Does the band gap of cadmium telluride fall smoothly when the crystal is stretched, or does some volume stand out? A break would matter, because it would mark a change in the nature of the electronic state and not just in its energy. The table follows one zinc-blende crystal from strong compression to strong expansion, computed with the gradient-corrected functional PBE and without spin-orbit coupling.

Three sizes are worth remembering. Near the rest volume, one per cent more volume costs about 0.03 eV of gap. Over the whole series the gap falls by about two thirds of an electronvolt. The largest departure from a smooth curve is about half a thousandth of an electronvolt, so no row breaks the pattern.

Zinc-blende CdTe in two-atom cells at fixed volumes, calculated with Ansatz 0.2.0 using scalar-relativistic PBE, PAW and plane waves, without spin polarization. The plane-wave cutoff is 420 eV, the k mesh 10×10×10 and the Gaussian smearing width 0.02 eV. Both gaps are Kohn–Sham gaps between states on this k mesh.

| volume (Å³/atom) | shortest distance (Å) | band gap (eV) | least direct gap (eV) |
| --- | --- | --- | --- |
| 31.875 | 2.746 | 0.973 | 0.973 |
| 32.962 | 2.777 | 0.870 | 0.870 |
| 34.048 | 2.807 | 0.771 | 0.771 |
| 34.496 | 2.819 | 0.732 | 0.732 |
| 35.135 | 2.836 | 0.677 | 0.677 |
| 36.221 | 2.865 | 0.587 | 0.587 |
| 37.308 | 2.894 | 0.501 | 0.501 |
| 38.395 | 2.922 | 0.420 | 0.420 |
| 39.844 | 2.958 | 0.317 | 0.317 |

## The break that is only apparent

A reader who looks at the gap differences from row to row will stop at 34.496 Å³/atom. The gap falls by 99 meV on the way to the row before it, then by only 39 meV, then by 55 meV. The cause is the spacing of the volumes: the step to this row is less than half as wide as the one before. The fair measure is the change of the gap divided by the change of $\ln V$, where $V$ is the volume per atom.

On this measure the unevenness shrinks to a small reversal. With the gaps as printed, the slope goes from −2.98 to −3.00 eV per unit of $\ln V$ at the next step, although elsewhere it weakens steadily with expansion. Over so short a step, rounding the gaps to 1 meV can shift the slope by up to 0.08 eV, several times the reversal. With the more precise band edges of the same calculations the reversal disappears, and the slope weakens at every step of the series.

A stricter search compares each row with a neutral smooth curve. A parabola in $\ln V$, fitted by least squares to the precise gaps of all nine rows, misses none of them by more than about 0.5 meV. These misses run in a smooth S-shaped wave along the series, so they show the limits of the parabola and not scatter of single rows. A fitted curve can bend towards an odd row at the end of the range and so hide part of a break. When each row is instead predicted from the other eight, the typical error is still only 0.9 meV, about a seven-hundredth of the total fall.

## Why expansion closes the gap

The gap of a tetrahedral semiconductor contains two kinds of energy. One is the difference between the levels of the free atoms, which does not depend on the distance between them. The other comes from the overlap of neighbouring orbitals, which pushes bonding states down and antibonding states up. Expansion weakens this second part.

In all nine cells both band edges lie at Γ, the point of reciprocal space where the wave function repeats with the same phase in every unit cell. By the standard picture of such crystals, the conduction edge there is an antibonding combination of Cd 5s and Te 5s orbitals. It changes sign across all four bonds of each atom, so it is very sensitive to their length. The valence edge consists mainly of Te 5p orbitals, with a bonding admixture of Cd 5p and an antibonding one of Cd 4d. When the bonds lengthen, the conduction edge loses its strong upward push. At the valence edge the loss of bonding and the loss of the push from the 4d shell partly cancel, so the conduction edge comes down towards the valence edge. This assignment rests on theory, as the orbital make-up of the two edges was not analysed here.

The energy of one edge alone should not be read as evidence for this picture. From the smallest to the largest cell the conduction edge falls by 3.7 eV and the valence edge by 3.0 eV, but both are measured from an electrostatic zero that itself depends on the volume. Only their difference has a direct meaning, and that difference is the gap.

## A simple model

Overlap energies scale roughly like a kinetic energy. Electron waves confined to a lattice have wavelengths proportional to the bond length $d$, and kinetic energy goes as the inverse square of the wavelength. The overlap part of the gap should therefore vary about as $1/d^2$. Since the shape of the cell is fixed, $d$ is proportional to $V^{1/3}$, which gives

$$E_\mathrm{gap} = A + B\left(\frac{V_0}{V}\right)^{2/3}.$$

Here $V_0$ = 36.221 Å³/atom is the volume at which the calculated pressure is almost zero. A least-squares fit to all nine rows gives $A = -3.776$ eV and $B = 4.363$ eV. The two constants compensate each other strongly over this narrow range of volumes, so neither should be read as an atomic or a bonding energy. Adding the two parts is itself a simplification: in a polar crystal the level difference and the overlap are expected to combine as the root of a sum of squares.

The widest cell, which was part of the fit, shows how the formula works. Its volume ratio is $36.221/39.844 = 0.9091$, and the power 2/3 of this is 0.9384. The gap is then $4.363 \times 0.9384 - 3.776 \approx 0.318$ eV, against 0.317 eV in the table.

The better test is the curvature, because the exponent sets how strongly the curve bends for a given slope. The formula makes the slope against $\ln V$ proportional to $V^{-2/3}$. Between the middle of the first step and the middle of the last it should thus weaken by about 12 per cent, and the computed slope weakens by 10 per cent. A straight line in $\ln V$, which has no such weakening, misses by up to 7 meV; the $1/d^2$ formula misses by at most 1.6 meV, in the most compressed cell. The formula thus gets the average bend about right, but not how it is distributed. From the first step to the second the computed slope weakens by 0.028 eV, and from the last but one to the last by 0.073 eV, over nearly equal intervals of $\ln V$. The formula would bend slightly more at the compressed end, not less. It is a useful smooth ruler of the right size, but the series does not confirm its exponent, and the parabola fits better.

## Why nothing interrupts the trend

An energy level jumps or kinks when something discrete changes, and here nothing discrete does. In zinc blende, symmetry fixes every atom within the cell, so the atoms cannot shift into a new arrangement as the volume changes. The electrons fill whole bands in every cell, and the calculation treats them as paired, which suits such a crystal. The band gap equals the least direct gap in every row, and both edges remain at Γ. The series thus follows the same two levels throughout, and such levels vary smoothly with bond length.

The calculations of the two widest cells finished without warnings. The notes supplied with the data do add a caution for these cells, that a band crossing between the sampled points might be overlooked, but it comes from the data makers' tests on other systems and not from these runs. A gap taken on a mesh can also miss a band edge that lies between the points, and would then come out too large. Neither is likely to matter here. Both edges are expected at Γ in this crystal, Γ itself was sampled, and the gaps found there are many times the electronic smearing.

## Where a break should come

On the expanded side, the break comes when the s-like conduction edge meets the p-like valence edge. At Γ the two have different symmetry, so they can cross without repelling each other. Beyond the crossing the s level is filled and the p levels are only partly filled. In the cubic crystal the gap then stays at zero, and a steadily falling curve turns abruptly into a flat one.

Continuing either the $1/d^2$ formula or the parabola puts this point near 45 Å³/atom, about a quarter above the rest volume. Both curves were fitted to the same rows, so their agreement does not make the extrapolation safe. Spin-orbit coupling would bring the crossing much closer. It raises the valence edge of a telluride by roughly 0.3 eV, a recalled size, and that is about all the gap left in the widest cell. With this functional and the coupling included, the break could therefore lie close to the last row.

Real cadmium telluride has far more room. Its measured gap is roughly 1.5 eV, again a recalled value, whereas the calculation gives 0.587 eV at its own rest volume. Spin-orbit coupling cannot explain this shortfall, since including it would lower the calculated gap further. Part of it comes from the volume: the functional makes the cell too large, and near the measured volume of about 34 Å³/atom, also recalled, the table gives 0.771 eV. The larger part is the familiar tendency of such functionals to make gaps too small. The closure volume is therefore a property of the calculation and should not be used as a limit for the material.

On the compressed side, a break would appear if another valley of the conduction band dropped below the one at Γ. The gap would become indirect, and its rise would slow or reverse. The two gap columns would then separate, which they do nowhere in this table.

For the real crystal another break comes first. The two smallest cells are under calculated pressures of about 4 and 6 GPa, and cadmium telluride is known to leave the zinc-blende structure at a few gigapascal. The calculation keeps the structure fixed, so its smooth curve there describes a crystal that would probably have transformed.

This gives a practical rule for reading any gap curve of this kind. Divide each change of the gap by the change of $\ln V$, and compare any irregularity with what rounding could produce. If it survives, check whether the band gap still equals the least direct gap and whether the gap has reached zero. Check also whether the band edges have stayed at the same k points, since a switch between two valleys need not show in either column. These signs reveal a change of state that a smooth fit would only blur.
